Q. When I add electrons to a dot one at a time, I record the spacing between successive charging events. Your local-spin-density calculation for a spherical, flat-bottomed well gives a column that should correspond to that spacing. What does it hold, and how do I read the rest?

Spherical quantum dot in effective atomic units, computed with radks 2 (radial solver) and Libxc: spin-polarised Kohn-Sham, LDA-PW92 functional, m-averaged shells. The well is -depth/(1+exp((r-radius)/edge)), with depth 10.9 hartree*, radius 6.23 bohr* and edge 0.28 bohr*, and has no central charge.

```
electrons  chemical potential (hartree*)  unpaired electrons  rms radius (bohr*)  highest eigenvalue (hartree*)  highest level  addition energy (hartree*)
        1                         -10.75                   1               3.153                         -10.65          1s up                         n/a
        2                         -10.49                   0               3.359                         -10.39          1s up                      0.3319
        3                         -10.16                   1               3.592                         -10.06          1p up                      0.2057
        4                         -9.956                   2               3.727                         -9.852          1p up                      0.2089
        5                         -9.748                   3               3.824                         -9.643          1p up                      0.2560
        6                         -9.492                   2               3.903                         -9.392        1p down                      0.2002
        7                         -9.291                   1               3.967                         -9.190        1p down                      0.2025
        8                         -9.089                   0               4.022                         -8.987          1p up                      0.3417
        9                         -8.747                   1               4.083                         -8.649          1d up                      0.1973
       10                         -8.550                   2               4.135                         -8.451          1d up                      0.1977
       11                         -8.352                   3               4.180                         -8.253          1d up                      0.1978
       12                         -8.154                   4               4.220                         -8.056          1d up                      0.1977
       13                         -7.957                   5               4.256                         -7.858          1d up                      0.2432
       14                         -7.714                   4               4.289                         -7.617        1d down                      0.1932
       15                         -7.520                   3               4.319                         -7.424        1d down                      0.1936
       16                         -7.327                   2               4.346                         -7.230        1d down                      0.1938
       17                         -7.133                   1               4.372                         -7.036        1d down                      0.1938
       18                         -6.939                   0               4.396                         -6.842          1d up                      0.3591
       19                         -6.580                   1               4.422                         -6.485          1f up                      0.1907
       20                         -6.389                   2               4.446                         -6.294          1f up                      0.1907
       21                         -6.199                   3               4.468                         -6.103          1f up                      0.1906
       22                         -6.008                   4               4.489                         -5.913          1f up                      0.1905
       23                         -5.818                   5               4.509                         -5.723          1f up                      0.1903
       24                         -5.627                   6               4.528                         -5.532          1f up                      0.1902
       25                         -5.437                   7               4.546                         -5.342          1f up                      0.2340
       26                         -5.203                   6               4.563                         -5.109        1f down                      0.1877
       27                         -5.016                   5               4.579                         -4.922        1f down                      0.1877
       28                         -4.828                   4               4.595                         -4.734        1f down                      0.1877
       29                         -4.640                   3               4.609                         -4.546        1f down                      0.1876
       30                         -4.453                   2               4.624                         -4.359        1f down                      0.1876
       31                         -4.265                   1               4.637                         -4.171        1f down                      0.1874
       32                         -4.078                   0               4.651                         -3.984          1f up                      0.3796
       33                         -3.698                   1               4.665                         -3.605          1g up                      0.1855
       34                         -3.512                   2               4.678                         -3.420          1g up                      0.1854
       35                         -3.327                   3               4.691                         -3.234          1g up                      0.1853
       36                         -3.142                   4               4.704                         -3.049          1g up                      0.1852
       37                         -2.957                   5               4.716                         -2.864          1g up                      0.1851
       38                         -2.772                   6               4.727                         -2.679          1g up                      0.1849
       39                         -2.587                   7               4.739                         -2.494          1g up                      0.1848
       40                         -2.402                   8               4.750                         -2.309          1g up                      0.1847
```

A. With E(N) the total energy of N electrons, the chemical potential is μ(N) = E(N) − E(N−1), and the addition energy A(N) = μ(N+1) − μ(N) is your spacing, once gate voltage has been converted to energy. The starred units are the hartree and bohr rescaled by the effective mass and dielectric constant of the host. The labels 1s, 1p, 1d, 1f, 1g name the lowest, radially nodeless level of angular momentum l = 0 to 4, not atomic shells. The highest eigenvalue ε is the Kohn-Sham energy of the top occupied level, the rms radius refers to the whole density, and m will stand for the number of unpaired electrons. In the closed-shell rows both spins are degenerate, so "up" there only breaks a tie.

Q. I see a plateau near 0.19 hartree*, four tall peaks and three small ones. Is there one picture for all of it?

A. There is: three costs that add.

A(N) = U + gap (if a shell has just closed) + spin splitting (if a shell is just half full)

U is the charging energy, the rise of a level when one more electron enters the dot. Rows 10, 13 and 18 show the three cases within the 1d shell. Row 10 pays U alone, row 13 also pays for turning to the other spin, and row 18 also pays for climbing to 1f.

Janak's theorem justifies the split. It states that ε is the derivative of E with respect to the occupation, so if the level rises linearly by U while one electron goes in, μ is its average along the way.

μ(N) = ε(N) − U/2

Inserting this into the definition makes A equal to the distance between the old and the new level plus the mean of their two charging energies. A peak minus the mean of its two neighbours, which I call the excess, therefore estimates the gap or the splitting.

Q. Can that be checked in the table?

A. The linear rise can. In row 10, ε − μ = −8.451 + 8.550 = 0.099, which is half the addition energy of that row. Over all rows beyond the third that are neither closed nor half filled, 2(ε − μ)/A stays within 1% of unity, the size of the rounding. The theorem itself belongs to the method, so the check confirms the linearity and nothing about real dots.

It also warns against reading ε as a removal energy. For one electron the exact μ and ε both equal the 1s level of the bare well, −10.754 hartree* when solved numerically. Row 1 reproduces this in μ to the rounding of 0.01, while ε lies 0.10 too high. That offset is the self-interaction error of the local functional: the electron repels its own charge.

Q. Take row 10 then. A capacitor that grows should lose charging energy as one over its size. Does the plateau do that?

A. It falls more slowly. From row 3 to row 40 the plateau drops by 10%, while the inverse rms radius drops by 24%. Theory supplies a reason: an added electron avoids those of its own spin, and local exchange subtracts a term that is large when few such electrons are present. Differentiating the exchange potential −(6Nσ/πV)^(1/3) with respect to Nσ, the number of electrons of the spin being filled, gives

U = c/rms − (6/π)^(1/3) / (3 V^(1/3) Nσ^(2/3))

V is the volume of the uniform sphere with the same rms radius, so V^(1/3) = (4π/3)^(1/3) (5/3)^(1/2) rms. The constant c would be 0.93 for a uniformly charged sphere and 1 for a thin shell. Fitted to all rows that are neither closed nor half filled, from row 3 on, it comes out as 0.892. Row 10, which was part of the fit, has six up spins:

V^(1/3) = 1.612 × 1.291 × 4.135 = 8.605 bohr*
exchange term = 1.241 / (3 × 8.605 × 3.302) = 0.0146
U = 0.892/4.135 − 0.0146 = 0.2157 − 0.0146 = 0.201 hartree*

This is about 2% above the tabulated 0.1977. The exchange term fades as the dot fills, which offsets part of the fall of c/rms and flattens the plateau. That c lies below both electrostatic values may mean that the newcomer sits farther out than the average electron, or that the others move away and screen it. The rms radius rises with every electron, so the added charge, with the response of the others included, does lie farther out than the average. The table can't tell the two effects apart.

Q. How far does that formula carry?

A. It gets the slow drift and misses the fine structure. Its rms error is 0.0024 hartree*, against 0.0081 for c/rms alone and 0.0064 for the fixed value 6/(5R) of a uniform sphere with the well radius R. All three errors are far above the rounding of the column. The printed output after this text lists the misfits by half-shell.

The worst row is 3, where the formula is 3.8% above the table. The plateau rises from row 3 to 4 by 0.0032 and from row 6 to 7 by 0.0023. The formula, with its fading exchange term, predicts almost no change for the first pair and overshoots the second, so it isn't a full account of these irregular rows. The table also steps down across each peak from row 5 on and is nearly flat between peaks, whereas the formula slopes more within most half-shells. Much of that flatness is imposed: each electron is spread evenly over the 2l+1 orbitals of its level, which forbids the deformation and orbital structure that a real dot could show.

Q. Now row 18. Why do the tall peaks sit at 2, 8, 18 and 32, and why do they grow when a larger system usually has denser levels?

A. A useful analogy is a particle confined to the surface of a sphere of radius r₀. Its levels are l(l+1)/(2r₀²), each holding 2(2l+1) electrons, so shells close at 2(l+1)², which is the observed series. The step from l to l+1 costs (l+1)/r₀² and widens with l. For a density with radial thickness the Hellmann-Feynman theorem, applied to l(l+1) in a fixed potential, keeps the form.

gap = (l+1) ⟨1/r²⟩, averaged between the two levels

The gap grows because l+1 rises from 1 to 4 while the wall limits the expansion, so that ⟨1/r²⟩ falls by a smaller factor. Row 18 can be estimated with no fitted constant by setting r₀ to the rms radius.

excess = 0.3591 − (0.1938 + 0.1907)/2 = 0.167 hartree*
estimate = 3/4.396² = 0.155 hartree*

The excess is 7% above the estimate here, 4% at row 32, 15% at row 8 and 42% at row 2. Row 2 is where the analogy breaks, since a 1s density reaches into the centre and forms no shell; its baseline also rests on row 3 alone. The close agreement at the larger closures should be discounted somewhat. By argument, ⟨1/r²⟩ exceeds the inverse of ⟨r²⟩ while the top levels lie farther out than the whole density, and these two errors act in opposite directions.

Q. A bare well also has gaps that widen with l. What does the repulsion change?

A. It shrinks them, and the numbers show the companion effect. The bare 1d to 1f distance is 0.225 hartree*, and the excess at row 18 is only 74% of it. No positive background cancels the repulsion, so charge is pushed towards the wall: the rms radius of row 18 is 18% larger than for the same filling of the bare well. A larger radius lowers ⟨1/r²⟩ and with it the gap. The ratio to the bare gap is almost the same at rows 8, 18 and 32, so the growth follows that of the bare well, scaled down.

Q. In metal clusters I recall magic numbers near 20, 34 and 40. Why are those rows unremarkable here?

A. Those closures need 2s and 2p, and neither is occupied in this series, so all three rows are open shells on the plateau. The bare well would fill 2s after 1d, since it lies at −10.325 against −10.187 for 1f. The likely cause of the changed order is electrostatic: the uncompensated charge raises the potential at the centre, where 2s has much weight and 1f has none. For a rigid uniform sphere of eighteen electrons that rise is of the order of a hartree*, large against the bare spacing, though rearrangement reduces it. This remains an argument, and because the filling was found by a greedy search, a lower state with 2s occupied could have been missed from row 19 on. With 2s filled, the 1f shell would close at 34 electrons, so the peak at row 32 depends on the filling found.

Q. That leaves row 13 and its small peak.

A. This is Hund's rule at work through spin-polarised exchange. The five 1d electrons of row 13 are all up, and the next one must go down, where it has fewer partners to exchange with. Write the exchange gain as −Jm²/4, with J an energy per spin. Its second difference is −J/2 while m climbs or falls steadily and Jm − J/2 at the turning point, so the excess is Jm, the splitting between the up and down levels.

excess = 0.2432 − (0.1977 + 0.1932)/2 = 0.048 hartree*

The excess shrinks by 12% from row 5 to row 25 although m rises from 3 to 7. In local exchange the splitting follows the difference of the cube roots of the two spin densities, so it depends on the polarisation m/N and on the density. The polarisation falls from 0.60 to 0.28 over these rows and outweighs the rising density. A crude estimate with uniform density and exchange only has the right order and direction, but it lies above the table in all three rows and falls faster. Three peaks fix no scaling law, yet the counting rule places row 40, with eight of nine 1g up orbitals filled, one electron short of the next turning point, provided 2s stays empty.

The analysis program printed:

```
energies in hartree*, lengths in bohr*; rounding: A 0.00005, eps-mu 0.001 (0.01 for N=1-3)
bare well levels: 1s -10.754, 1p -10.602, 1d -10.413, 2s -10.325, 1f -10.187, 2p -10.040, 1g -9.928
N=1: bare 1s -10.754; mu-bare +0.00; eps-bare +0.10; rms 3.153 vs bare 3.108 (+1.4%)
max |A(N)-(mu(N+1)-mu(N))|, N=4-39: 0.0009
eps-mu over all rows: 0.092 to 0.105
2(eps-mu)/A, open rows N>3: mean 1.000, range 0.991-1.007 (rounding about 0.01)
plateau N=3 to 40: A -10.2%, 1/rms -24.4%; log slope of A vs rms -0.45
references: 6/(5R) 0.1926, 1/R 0.1605, uniform-sphere c 0.930, uniform rms 4.826
1/A: 4.86 at N=3, 5.41 at N=40; fitted c 0.839 (alone), 0.892 (with exchange)
fixed 6/(5R)      rms error 0.0064, worst N=4 -0.0163 (-7.8%)
c/rms             rms error 0.0081, worst N=3 +0.0279 (+13.6%)
c/rms - exchange  rms error 0.0024, worst N=3 +0.0078 (+3.8%)
branch   rows   mean A  last-first  model change  exchange  model error
1p up     3- 4  0.2073  +0.0032     +0.0002       0.030     +0.0063
1p down   6- 7  0.2014  +0.0023     +0.0043       0.028     -0.0027
1d up     9-12  0.1976  +0.0004     -0.0022       0.014     +0.0031
1d down  14-17  0.1936  +0.0006     +0.0005       0.013     -0.0011
1f up    19-24  0.1905  -0.0005     -0.0023       0.008     +0.0004
1f down  26-31  0.1876  -0.0003     -0.0008       0.008     -0.0018
1g up    33-40  0.1851  -0.0008     -0.0020       0.006     -0.0013
steps A(N+1)-A(N-1): 5 -0.0087, 8 -0.0052, 13 -0.0045, 18 -0.0031, 25 -0.0025, 32 -0.0019
closed shells (N=2: base from N=3 only); rotor = (l+1)/rms^2
 N  base    excess  bare gap  ratio  rotor  ratio  sqrt((l+1)/excess)  rms/bare rms
 2  0.2057  0.1262  0.1515    0.83   0.0886 1.42   2.81                3.359/3.108 = 1.081
 8  0.1999  0.1418  0.1895    0.75   0.1236 1.15   3.76                4.022/3.479 = 1.156
18  0.1923  0.1668  0.2253    0.74   0.1552 1.07   4.24                4.396/3.722 = 1.181
32  0.1865  0.1931  0.2594    0.74   0.1849 1.04   4.55                4.651/3.907 = 1.191
excess growth N=8 to 32: +36%; peak A growth +11%
half-filled shells; estimate = uniform density, exchange only (crude)
 N  m  base    excess  excess/m  m/N   estimate  ratio  rs
 5  3  0.2046  0.0514  0.0171    0.60  0.09      0.6    2.9
13  5  0.1955  0.0477  0.0095    0.38  0.07      0.7    2.3
25  7  0.1890  0.0451  0.0064    0.28  0.06      0.8    2.0
half-filling excess N=5 to 25: -12%
```
